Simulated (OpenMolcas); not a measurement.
## How methods differ on P2 (SMILES P#P)

P2: 2 atoms, total charge 0, spin state singlet. As SMILES, `P#P`. The bond length is the measured one.

```xyz
2

P     0.0000    0.0000    0.0000
P     0.0000    0.0000    1.8934
```

Quantity: the vertical energy of the triplet above the singlet, in eV. The values are calculated.

```
                             level                kind     program  value (eV)  less FCI/STO-3G  CPU time (all runs)
 HF/STO-3G, open shells restricted        Hartree–Fock  OpenMolcas        1.63            -1.28                  4 s
                      SVWN5/STO-3G                 LDA  OpenMolcas        3.74            +0.83                6.2 s
                     r2SCAN/STO-3G            meta-GGA  OpenMolcas        3.35            +0.44                8.4 s
                      B3LYP/STO-3G       global hybrid  OpenMolcas        3.21            +0.30                6.3 s
                     M06-2X/STO-3G     hybrid meta-GGA  OpenMolcas        3.11            +0.20                7.4 s
                CASSCF(4,4)/STO-3G      multireference  OpenMolcas        2.67            -0.24                  3 s
                  MRCI(4,4)/STO-3G      multireference  OpenMolcas        2.91             0.00                3.5 s
FCI/STO-3G, open shells restricted  exact in the basis  OpenMolcas        2.91             0.00                3.7 s
```

FCI/STO-3G, open shells restricted is exact within its basis and frozen core, so for wave-function methods in that basis the difference is their error; functionals converge differently with the basis, so for them it is only a difference. The values span 1.63 to 3.74 eV. All rows use very small basis sets, so even the best lies far from the true value. CPU times are rough (shared hosts, several kinds of processor): they show what a rung costs within a factor of a few.

Hartree–Fock places the triplet far too low, at 1.63 eV against 2.91 eV for FCI, because it leaves out more correlation energy in the singlet than in the triplet. The singlet holds two compact π pairs with low-lying π* orbitals, and exciting one electron to π* breaks a pair and removes much of that correlation. Letting four electrons correlate in four orbitals, presumably the π and π* set, closes most of the gap. The remaining 0.24 eV points to correlation involving the σ and lone-pair electrons, which MRCI recovers.

That MRCI matches FCI to the printed digits is a weaker test than it looks: a minimal valence space has only one empty orbital left outside a π/π* active set, and no d functions to polarise the bond. The functionals all lie above FCI, probably in part because a single π→π* determinant mixes triplet states of different symmetry. Their order therefore doesn't establish a general accuracy ranking for multiply bonded phosphorus.
